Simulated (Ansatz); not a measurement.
Ligand exchange: C5H11N + Sn(CH3)(SH) → C5H10S + Sn(CH3)(NH2)

Species: C5H11N (cyclopentylamine) `NC1CCCC1`, singlet; Sn(CH3)(SH), singlet; C5H10S (cyclopentanethiol) `SC1CCCC1`, singlet; Sn(CH3)(NH2), singlet. The partners trade NH2 for SH: C–NH2 and Sn–SH bonds give way to C–SH and Sn–NH2.

Shapes, held fixed at every level: PBE0-D4/def2-TZVP. Flexible molecules stand in one conformer, not always the lowest. Programs: Ansatz 0.2.0. Electronic energies: no zero-point or thermal term.

Task: Estimate ΔE of this reaction.

Result: The highest level, CCSD(T)/def2-TZVPP, gives ΔE = +36.4 kJ/mol; the levels span +36.4 to +68.6. The column of differences is taken from that level and isn't an error. No measured value is set beside it here. For atoms past krypton def2 sets carry core potentials with scalar relativity. Correlated rows may include outer-core shells of Sn, which these sets cover unevenly.

```tsv
level	kind	ΔE (kJ/mol)	less CCSD(T)/def2-TZVPP
HF/def2-SVP	Hartree–Fock	+68.6	+32.2
PBE-D4/def2-TZVPP	GGA	+42.2	+5.8
B3LYP-D4/def2-TZVPP	global hybrid	+41.8	+5.4
BHLYP-D4/def2-TZVPP	global hybrid	+46.2	+9.8
wB97M-V/def2-TZVPP	range-separated hybrid	+39.0	+2.6
CCSD(T)/def2-SVP	coupled cluster or CI	+47.4	+11.0
CCSD/def2-TZVPP	coupled cluster or CI	+38.6	+2.2
CCSD(T)/def2-TZVPP	coupled cluster or CI	+36.4	0.0
```

Every level makes the exchange endothermic, so the pairing of carbon with nitrogen and tin with sulfur is favoured in energy. The likely reason is orbital match: carbon's compact valence orbitals overlap better with nitrogen 2p than with the more diffuse sulfur 3p, whereas the large, polarisable Sn(II) centre binds thiolate well. Donation from the amide lone pair into the formally empty tin 5p orbital, together with the polarity of Sn–N, should offset part of this preference but doesn't reverse it.

The size of the penalty is less settled than its sign. With coupled cluster, going from the smaller to the larger basis lowers it from +47.4 to +36.4 kJ/mol, while the triples contribute only modestly. The Hartree–Fock excess therefore can't be put down to missing correlation alone, though correlation clearly favours the products when the two methods are compared in the same small basis. Because the reaction energy is a balance of four bonds, it doesn't show that Sn–S is stronger than Sn–N in absolute terms.
